**Question.** Lead selenide has the rocksalt structure, in which each atom has six neighbours of the other kind along the cube axes. The table lists its electron levels at seven points of reciprocal space, computed with density-functional theory without spin-orbit coupling. In row order the points are Γ, L, a third of the way from Γ to K, halfway from Γ to X, K, X and W. "Level under 1" is the highest filled level at a point, "level under 4" the fourth from the top, and "level over 1" the lowest empty one.

Electron levels of rocksalt PbSe (two-atom cell), computed with FLEUR MaX-R8.1 (later development tree) using all-electron LAPW and PBE, without spin polarisation or spin-orbit coupling, on an 8×8×8 k mesh with Fermi-Dirac smearing of 0.05 eV. Levels are numbered outwards from the gap, and energies are counted from the valence top on the mesh.

```
point a (reciprocal cell vector)  point b (reciprocal cell vector)  point c (reciprocal cell vector)  level under 4 (eV)  level under 3 (eV)  level under 2 (eV)  level under 1 (eV)  level over 1 (eV)  level over 2 (eV)
                          0.0000                            0.0000                            0.0000              -6.305              -1.884              -1.884              -1.884              4.715              4.715
                          0.0000                            0.0000                            0.5000              -8.805              -1.475              -1.475               0.000              0.291              1.699
                          0.0000                            0.1250                            0.8750              -7.173              -2.358              -1.548              -1.012              2.369              2.962
                          0.0000                            0.2500                            0.2500              -7.375              -2.609              -2.609              -1.636              2.402              4.546
                          0.0000                            0.3750                            0.6250              -8.040              -4.581              -2.732              -2.399              3.391              4.015
                          0.0000                            0.5000                            0.5000              -7.382              -4.988              -3.239              -3.239              3.693              5.613
                          0.2500                            0.5000                            0.7500              -8.017              -4.234              -4.234              -0.798              1.891              4.948
```

(a) At which of these points does the highest filled level lie, and why there?
(b) Explain the order of the other points, and say where the explanation strains.
(c) Which conclusions survive the neglect of spin-orbit coupling?

**Model answer**

**(a)** The highest filled level lies at L; the next one, at W, is 0.8 eV lower. To see why, first ask what the levels are made of. Counting electrons, and knowing that the 6s shell of lead lies deep, one takes the fourth level down as mainly Pb 6s and the three above it as mainly Se 4p. The empty Pb 6p levels come next. This assignment is standard chemistry for lead chalcogenides, and the table is read here in its light.

Two levels that couple repel each other: the lower one sinks and the upper one rises, roughly as the square of the coupling. The Se 4p levels are thus pushed from both sides. Pb 6s, below them, pushes them up, and Pb 6p, above them, pushes them down. How hard each one pushes depends on the phase by which the electron wave advances from an atom to its neighbour.

A simpler system shows the principle: a straight chain in which atoms with an s orbital alternate with atoms whose p orbital points along the chain. The two lobes of a p orbital have opposite signs. If the s orbitals on its left and right are in phase, as at the zone centre, their contributions cancel. At the zone edge the phase advances by 90° per step, the two s orbitals have opposite signs, and their contributions add.

L is the three-dimensional counterpart of that zone edge, because the phase advances by 90° along all three axes. The push from Pb 6s is then at its strongest. The coupling to Pb 6p, which needs neighbours on opposite sides to be in phase, vanishes at the same point. The level at L is therefore pushed up by Pb 6s as hard as possible and not pushed down by Pb 6p at all.

A single s orbital can couple to only one combination of the three p orbitals, and the table fits this: at L one p level stands 1.475 eV above the other two. That those two form an exact pair is no extra evidence, since the threefold symmetry at L requires it. The partner reacts as it should: the fourth level down is deeper at L than at any other point listed.

**(b)** The chain has no counterpart to X, where the phase advances by 180° along one axis and by 0° along the other two. Here a second feature of p orbitals matters: they couple head-on to neighbours along their own axis and sideways to the other four, with opposite sign. At Γ the two contributions partly cancel. At X they reinforce each other for the p orbital along the special axis, while for the other two the sideways parts cancel and leave the full head-on coupling. All p levels at X are therefore pushed down harder than at Γ.

This can be put into numbers. Let φx, φy and φz be the phase advances along the axes, and take sideways coupling as a quarter of head-on coupling, a rough ratio that is assumed here and not fitted. The downward push on a pₓ orbital then goes as P = [2 cos φx − ½(cos φy + cos φz)]², and likewise for the other two. The upward push on the one favoured combination goes as S = sin²φx + sin²φy + sin²φz. For the top level this gives:

| Point | Phase advances | P (down) | S (up) |
|---|---|---|---|
| Γ | 0°, 0°, 0° | 1 | 0 |
| L | 90°, 90°, 90° | 0 | 3 |
| ⅓ Γ–K | 0°, 45°, 45° | 0.3 | 1 |
| ½ Γ–X | 90°, 0°, 0° | 1 | 1 |
| K | 180°, 45°, 45° | 2.4 | 1 |
| X | 180°, 0°, 0° | 4 | 0 |
| W | 180°, 90°, 0° | 0 | 1 |

The order can almost be read off. W shares with L the absence of a downward push but has only a third of the upward one, so it comes second. X has the strongest downward push and no upward one, so it comes last.

The energy scale of P comes from a straight-line fit to the lowest of the three p levels at all seven points, since that level never couples to Pb 6s. The line starts at −1.60 eV and falls by 0.40 eV per unit of P. For the top level at X, which entered no fit, the estimate is −1.60 − 0.40 × 4 = −3.2 eV, and the table has −3.239 eV.

One further constant, an upward push of about 0.5 eV per unit of S, completes the model for the top level. It then puts all seven points in the right order, with a typical error of 0.2 eV over a range of 3.2 eV. Two pairs of neighbours in this order lie closer together than the typical error, however: Γ and K, only 0.05 eV apart, and W and the point a third of the way to K, about 0.1 eV apart. The model does not firmly settle the order within either pair. The output below gives the details. In this account the lead of L over Γ is about four-fifths the work of Pb 6s, while its lead over X comes in nearly equal parts from the two pushes.

The strain shows at K, where the model lies about 0.4 eV too high, and at W, where it lies about 0.3 eV too low. The model leaves out direct coupling between one Se atom and the next, and it lets every push grow as the square of the coupling, which holds only while the push is small. Either simplification may contribute; neither has been tested.

The empty levels are a plainer failure. If repulsion from Pb 6p were the whole story, the empty level at Γ should rise about as much as the filled one sinks. Relative to L, the filled level (measured from the pair) sinks by 0.4 eV, but the empty one (measured from the second empty level) rises by 3.0 eV. The model should be kept to the filled levels, and its constants are effective values.

**(c)** That the valence band has its top at L is well established for lead chalcogenides, and the mechanism above does not depend on spin-orbit coupling. The gap of 0.29 eV at L is another matter. Spin-orbit coupling shifts the Pb 6p levels by amounts comparable with this gap or larger, so it can change the gap strongly and even exchange the two band edges. PBE also tends to make gaps too small, a separate error, so a likeness between this value and a measured gap would prove little. The exact pairs and triplets among the p levels would also partly split.

For someone who makes or dopes the material, the useful result is where the holes go: into pockets at the L points, of which a rocksalt crystal has four distinct ones. At higher doping a second set of pockets on the line from Γ to K can matter. Its height should not be taken from this table, because a maximum may lie between the points listed.

**Remarks on the reasoning**

*One cause is not enough.* It is tempting to credit Pb 6s with the whole trend. Γ and X refute this: at both points symmetry forbids the s–p coupling, yet their top levels differ by 1.36 eV. Pb 6p alone fails as well, because L and W both escape its push and still differ by 0.80 eV. A good answer looks for such pairs, in which one cause is switched off at both points.

*Look at the partner.* Repulsion acts on both levels, so a claim about the Se 4p levels can be checked on the Pb 6s level. The cleanest comparison is between W and L. At both points symmetry frees the top level from Pb 6p, and it frees Pb 6s from the deeper Se 4s level, which can otherwise push it up. From W to L the top level rises by 0.80 eV and the fourth level down sinks by 0.79 eV, as expected of two levels whose repulsion grows. This needs no fit. The separate fit of the fourth level is a weaker check, because its result depends on how the rest of the variation is described.

*Know which agreement counts.* The model also matches the top level at L almost exactly, but L has by far the largest S and so dominates the constant that describes the upward push. The estimate for X is the stronger evidence.

*Carrying the idea over.* For another rocksalt compound, ask first whether the metal has a filled s shell not far below the anion p levels. If it has, that shell lifts one p level most at L. Then ask how strongly the empty metal p levels couple to the anion, since this helps to decide how far the levels at X sink. Direct coupling between the anions, left out here, may matter too.

Printed output of the fit:

```
fit of level_under_3 on 7 rows: constant -1.598 +/- 0.089, coefficient of gdeep -0.398 +/- 0.017; rms 0.127, worst 0.0 -0.192, leave-one-out rms 0.199
fit of level_under_4 on 7 rows: constant -7.581 +/- 0.043, coefficient of sp -0.4146 +/- 0.025, coefficient of ss 0.1436 +/- 0.007; rms 0.0402, worst 0.0 0.0692, leave-one-out rms 0.0755
Model of the filled p levels (eV):
   row  p-p strength of top level  s-p strength  top without s push  top with s push  miss of top  miss of middle
   0.0                          1             0              -1.996           -1.996      -0.1117         -0.1117
   0.0                  3.749e-33             3              -1.598         -0.02121     -0.02121         -0.1227
   0.0                     0.3143             1              -1.723           -1.197      -0.1853         -0.1748
   0.0                          1             1              -1.996            -1.47       0.1658          0.1158
   0.0                      2.436             1              -2.567           -2.042       0.3574          0.1649
   0.0                          4             0               -3.19            -3.19      0.04929         0.04929
  0.25                    1.5e-32             1              -1.598           -1.072      -0.2742          0.1488
Upward push on Se p per unit of s-p strength (eV): 0.5255
Downward push on Pb s per unit, rest through Se s (eV): 0.4146
Downward push on Pb s per unit, rest direct Pb-Pb (eV): 0.5581
Rms miss of top level (eV): 0.2
L top level above L pair (eV): 1.475
Top level, L above W, both without p-p coupling (eV): 0.798
Top level, Gamma above X, both without s-p coupling (eV): 1.355
Model share of s push in L top (eV): 1.577
Model share of p-p push, L against Gamma (eV): 0.398
Model share of p-p push, L against X (eV): 1.592
Gap at L (eV): 0.291
Filled p level, Gamma below L pair (eV): 0.409
Empty level, Gamma above second empty level at L (eV): 3.016
```
